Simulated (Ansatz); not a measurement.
**BN (P6_3mc), a vibration from a frozen displacement**

The calculation used Ansatz, DFT PBE, scalar-relativistic, plane waves, PAW. The runs took a 420 eV cutoff, a Γ-centred 12×12×6 mesh and Gaussian smearing (0.05 eV). No spin polarisation. Energies are free energies at this smearing, counted from the undisturbed cell; pressure is positive in compression.

The undisturbed cell (as given, not relaxed at this level; it stands at 0.0 GPa; this wurtzite form isn't the usual structure):

```yaml
crystal:
  lattice:
    - [2.55394, 0.00000, 0.00000]
    - [-1.27697, 2.21178, 0.00000]
    - [0.00000, 0.00000, 4.22685]
  atoms:
    - { symbol: B, position: [0.66667, 0.33333, 0.99972] }
    - { symbol: B, position: [0.33333, 0.66667, 0.49972] }
    - { symbol: N, position: [0.66667, 0.33333, 0.62528] }
    - { symbol: N, position: [0.33333, 0.66667, 0.12528] }
```

Every N atom is moved by x along the Cartesian unit vector (0.000, 0.000, 1.000); the cell and all other atoms stay fixed. The cell's volume is 23.88 Å³; the moved atoms weigh 28.014 u together and the others 21.620 u.

| x (Å) | ΔE (meV/cell) | total force on the moved atoms along the move (eV/Å) | pressure (GPa) |
| --- | --- | --- | --- |
| -0.3000 | 1136.19 | 4.8440 | 16.9740 |
| -0.2250 | 757.50 | 5.1184 | 11.5754 |
| -0.1500 | 391.06 | 4.4880 | 6.3209 |
| -0.0750 | 110.88 | 2.7974 | 2.1148 |
| 0.0000 | 0.00 | -0.0326 | -0.0427 |
| 0.0750 | 144.60 | -4.0156 | 0.9545 |
| 0.1500 | 631.56 | -9.1702 | 6.3442 |
| 0.2250 | 1552.00 | -15.6070 | 17.5401 |
| 0.2625 | 2206.99 | -19.3978 | 25.8244 |
| 0.3000 | 3012.83 | -23.6696 | 36.2138 |

Question: What frequency belongs to this motion?

Answer: The force constant is k = −dF/dx = 45.420 eV/Å², from the parabola through x = -0.0750, 0 and 0.0750. In every cell the moved atoms swing against the rest, so the mass is μ = m₁m₂/(m₁ + m₂) = 12.203 u, and ν̃ = 521.5 cm⁻¹ × √(|k|/μ) = 1006 cm⁻¹. To first order in x, and within 1 %, the force on every atom lies along the move and, within each of the two groups, in proportion to the atom's mass, so this is itself a mode at the zone centre of this cell, taken without macroscopic field (the transverse frequency in a polar insulator).

Question: How far does the harmonic law reach?

Answer: At x = -0.300 Å, kx²/2 = 2043.90 meV against the computed 1136.19 meV (-44.4 %): the well softens in this direction at large amplitude.

The well is strongly lopsided: a shift of 0.3000 Å costs 3012.83 meV one way but only 1136.19 meV the other. The polar axis allows this, since the two directions strain the tetrahedral bonds differently. Moving N along +c drives it into the B atom directly above, and short-range repulsion makes the energy climb steeply. Moving it along −c stretches that axial bond while flattening the buckled B–N layers and shortening their bonds, so the geometry moves from sp³ towards the planar sp² bonding of hexagonal BN. Strengthening in-plane bonds probably offset part of the cost of the weakened axial bond. The restoring force accordingly passes a maximum and falls from 5.1184 to 4.8440 eV/Å at the last step. The high frequency itself reflects light atoms joined by short, stiff, partly ionic covalent bonds. The softening points towards the layered form but doesn't establish a transformation path or barrier: the energy is still rising at the end of the scan, and real layers would also need to move apart.
